A block of tetragonal HfO2 can be squeezed evenly, stretched in its base plane, or skewed so that the square base becomes a rhombus. The table holds PBE results for even strain and for strain in the base plane, but the skewed cell has no results yet. The problem is to forecast them from the other rows, from symmetry and from elasticity.

Tetragonal HfO2 (P4_2/nmc, 6 atoms per cell) under strain, computed with Ansatz 0.2.0 using PBE, plane-wave PAW, an 8×8×6 k mesh and no spin polarisation. The unstrained cell, the atoms and, for epitaxial strain, the length along z were relaxed with r2SCAN. Strain is per length, for shear the engineering angle; changes are relative to the unstrained cell.

| strain kind | strain (%) | band gap (eV) | band gap change (eV) | least direct gap change (eV) | energy rise per atom (meV) | pressure change (GPa) |
| --- | --- | --- | --- | --- | --- | --- |
| biaxial xy | 0.73 | 4.633 | -0.092 | -0.061 | -3.3 | -3.36 |
| epitaxial xy | -3.98 | 4.676 | -0.050 | -0.020 | 92.2 | 18.01 |
| hydrostatic | -4 | 4.482 | -0.243 | 0.010 | 163.1 | 34.21 |
| hydrostatic | -3 | 4.555 | -0.171 | 0.015 | 97.2 | 23.78 |
| hydrostatic | -2 | 4.623 | -0.103 | 0.013 | 49.3 | 14.68 |
| hydrostatic | -1 | 4.692 | -0.034 | 0.009 | 17.4 | 6.80 |
| hydrostatic | 1 | 4.665 | -0.061 | -0.029 | -4.5 | -5.86 |
| hydrostatic | 2 | 4.562 | -0.163 | -0.091 | 2.5 | -10.87 |
| hydrostatic | 3 | 4.459 | -0.266 | -0.173 | 19.8 | -15.16 |
| hydrostatic | 4 | 4.357 | -0.369 | -0.254 | 46.2 | -18.81 |
| shear xy | -1.18 | ? | ? | ? | ? | ? |

The band gap is the smallest energy between filled and empty states anywhere in the crystal. The least direct gap is the smallest at one and the same wave vector $k$. All changes are taken from the unstrained cell, whose gap is 4.725 eV. PBE underestimates the gap itself, so the changes matter more here than the absolute values.

**(a) Under hydrostatic strain the gap falls both when the crystal is compressed and when it is expanded. Why does it not simply rise on one side and fall on the other?**

*Solution.* A simple rise on one side and fall on the other is expected when the same two states bound the gap throughout. Here the lowest empty state stays at Γ, the wave vector at which all cells are in phase, but the highest filled state moves. Under compression it lies at A $(½,½,½)$, in the unstrained cell at Z $(0,0,½)$, and under expansion near $(¼,¼,0)$. The gap is set by whichever of these three valence tops is highest, and each responds to volume in its own way.

The filled states are mainly oxygen 2p waves, and $k$ fixes how their lobes meet from one cell to the next. Squeezing the crystal pushes up most strongly those waves whose lobes clash between neighbouring oxygens. Expansion eases these contacts, but it also weakens the electrostatic field of the ions, which holds the filled oxygen levels low and the empty hafnium d levels high. That is expected to narrow the gap. This picture is argued, not shown: the table doesn't give the shape of the waves.

The least direct gap shows how the two sides differ. Under compression it hardly changes, so there the gap closes because another valence top overtakes. Under expansion it falls too: at +3 % it accounts for 0.173 eV of the 0.266 eV lost.

How close are the competing tops in the unstrained cell? A straight line through the −4 and −1 % rows describes the compressed side, and one through the +1 and +4 % rows the expanded side. The rows in between lie within about 2 meV of these lines. Extended to zero strain, they place A about 0.036 eV and the third top about 0.042 eV below Z, so a modest push could change the order.

**(b) Forecast the row with shear xy of −1.18 %.**

*Solution.* The strain here is an angle, $\gamma=-0.0118$ rad: the right angle between the two base edges changes by about 0.7°. One base diagonal grows, the other shrinks, and the volume stays the same to first order. What matters next is whether the sign of $\gamma$ can have any effect.

It can't. The crystal has a mirror that turns $x$ into $-x$, and this mirror turns a shear $+\gamma$ into $-\gamma$. The two sheared crystals are mirror images, with equal energy, pressure and gap. A smooth quantity that is equal for $\pm\gamma$ has no linear term and starts with $\gamma^2$, which is only $1.4\times10^{-4}$ here.

The atoms inside the cell give no linear response either. Every atom sits where two mirrors cross, one perpendicular to $x$ and one perpendicular to $y$, and the shear changes sign under both. A shift of an atom along $x$ or $y$ changes sign under only one of them, and a shift along $z$ under neither. To first order, therefore, no atom moves relative to the strained lattice.

The biaxial row shows why this matters. It loses 0.092 eV of gap for a strain of only 0.73 %, more than the hydrostatic row at +1 %. Biaxial strain keeps both mirrors, so the oxygen columns, which are displaced alternately up and down along $z$, may adjust in proportion to the strain. That can enlarge or reduce the loss, and the table doesn't separate this part. The valence top of this row lies near $(¼,¼,0)$, as under even expansion.

The energy now follows from elasticity:

$$\Delta E=\tfrac12\,C\gamma^2V .$$

Here $V=11.09$ Å$^3$ is the volume per atom and $C$ the stiffness against this shear. Even compression doesn't test that stiffness, so I take a rough recalled value of 180 GPa, with 100 to 250 GPa as its range. Then $\tfrac12C\gamma^2$ is 0.0125 GPa. Multiplied by $V$ and converted to meV, this gives 0.87 meV per atom.

The gap needs more care, because a degenerate level is not a smooth single level. Shear can split it, one half rising and the other falling in proportion to $|\gamma|$. The result is still the same for $\pm\gamma$, but it has a kink at zero, and the rising half of a valence level can narrow the gap.

Exactly at Z this splitting is forbidden. The crystal has a glide $G$, which swaps $x$ and $y$ and moves everything half a cell along $z$, and an inversion $I$. Carried out in the two possible orders, they differ by one whole cell along $z$, and a wave at Z changes sign over that distance, so $GI=-IG$. Hence $G$ turns any state into a partner of opposite parity and equal energy. The shear keeps both operations, and the pair stays together.

The other valence tops are less safe. The third one occurs on both base diagonals, and shear makes the diagonals unequal, so one set rises. To reach Z it would have to rise by about 3.5 eV per unit of $\gamma$; the top at A would need about 3 eV. At A the same pairing holds, but symmetry also allows fourfold levels there, and shear can split such a level into two pairs, one of which rises. Whether the top at A is fourfold isn't known here. Shifts of a few eV per unit strain are plausible, so the range must reach further towards a fall than towards a rise. A degenerate level at Γ could do the same to the direct gap.

The forecasts are:

- band gap change: −0.005 eV, range −0.040 to +0.010 eV, hence a gap near 4.72 eV;
- least direct gap change: −0.010 eV, range −0.040 to +0.010 eV;
- energy rise per atom: 0.9 meV, range 0.5 to 1.2 meV;
- pressure change: 0.00 GPa, range −0.06 to +0.06 GPa.

The energy range follows from the range of the stiffness. The other ranges are judgements about the size of splittings and second-order terms, not statistical errors.

**(c) Compare the forecasts with the calculation. Which parts of the reasoning hold, and what went wrong?**

The withheld rows as computed:

| strain kind | strain (%) | band gap (eV) | band gap change (eV) | least direct gap change (eV) | energy rise per atom (meV) | pressure change (GPa) |
| --- | --- | --- | --- | --- | --- | --- |
| shear xy | -1.18 | 4.708 | -0.018 | -0.045 | 0.8 | 0.01 |

*Solution.* Three of the four values fall within their ranges. The least direct gap does not: it drops by 0.045 eV, which is 0.005 eV beyond the end of the range and more than four times the central forecast.

Energy and pressure give the clearest verdict on the elastic argument. Had the −1.18 % been an even compression, interpolation between the −1 and −2 % rows would give an energy rise of about 23 meV per atom and a pressure change of about 8 GPa. The sheared cell shows 0.8 meV and 0.01 GPa. The energy corresponds to a stiffness of about 166 GPa, uncertain by some 10 GPa because the energy is given only to 0.1 meV. The shear stress in the computed cell, 2.032 GPa, gives a sharper value: divided by the shear of 0.0118, it yields about 172 GPa.

Part of this contrast comes from the starting cell. It was relaxed with another functional, r2SCAN, and in PBE it is under a pressure of 5.9 GPa. Compressing it by 1.18 % along each edge means working against that pressure, which costs the pressure times the loss of volume, $5.9\times3\times0.0118\times11.09$ GPa Å$^3$ or about 14 meV per atom, more than half of the 23 meV. The same pressure makes the energy rise negative at +1 %. Shear leaves the volume alone to first order and so avoids this cost.

The gap falls by 0.018 eV, within the range but by more than the central value. The computed band edges rule out two suspects: neither A nor the third top has taken over. The lowest empty state is still at Γ, but the highest filled state has slid from Z to $(0,0,0.41)$, on the line from Z to Γ.

The pairing suggests why. It protects the level exactly at Z, but not beside it. There the shear can split the pair by an amount that grows with both $|\gamma|$ and the distance from Z, so the upper half peaks a little way off. For a small shear the height gained this way is expected to grow as $\gamma^2$. On the regular $k$ mesh, which contains Z but not the new top, the gap is 4.712 eV. The slide therefore accounts for at least 0.004 eV of the fall, and shifts of the levels at Z and Γ themselves make up the rest.

The miss in the direct gap is more instructive. Suppose that the least direct gap, like the lowest empty state, is still at Γ. Any shift of the empty state then enters both gaps equally, and the difference between the two falls, 0.027 eV, belongs to the filled states. The valence top at Γ has moved closer to the overall valence top: it was 0.067 eV below it and is now about 0.040 eV below.

Symmetry offers a reason. The pairing at Z relied on a wave that changes sign from one cell to the next along $z$. At Γ the wave is the same in every cell, the minus sign in $GI=-IG$ disappears, and the protection goes with it. A degenerate valence level at Γ would therefore split in proportion to $|\gamma|$, and its upper half would narrow the direct gap. If this caused the whole fall, the level would rise by nearly 4 eV per unit shear, and the range in (b) was too narrow to allow for that.

The slide of the valence top from Z towards Γ fits such a splitting. The levels at Γ themselves aren't given for this row, however, so the degeneracy remains an inference. A second calculation at half the shear would test it: a split level would halve the fall, whereas a smooth second-order shift would quarter it. Reversing the sign of the shear would be no test, since symmetry demands the same result. Spin-orbit coupling, which is missing here, could split such a level even without strain and so round off the kink.

The kind of strain thus matters as much as its percentage. A shear of 1.18 % costs 0.018 eV of gap, while stretching the base by only 0.73 % costs about five times as much.

To judge another strain of this crystal, first ask whether any symmetry operation of the crystal, such as a mirror or a glide, reverses it. If one does, energy and pressure respond only at second order, and a linear change of the gap can come only from levels or valleys that the strain makes unequal. The hydrostatic and biaxial strains are reversed by no symmetry of the crystal, and there linear changes are allowed from the start.
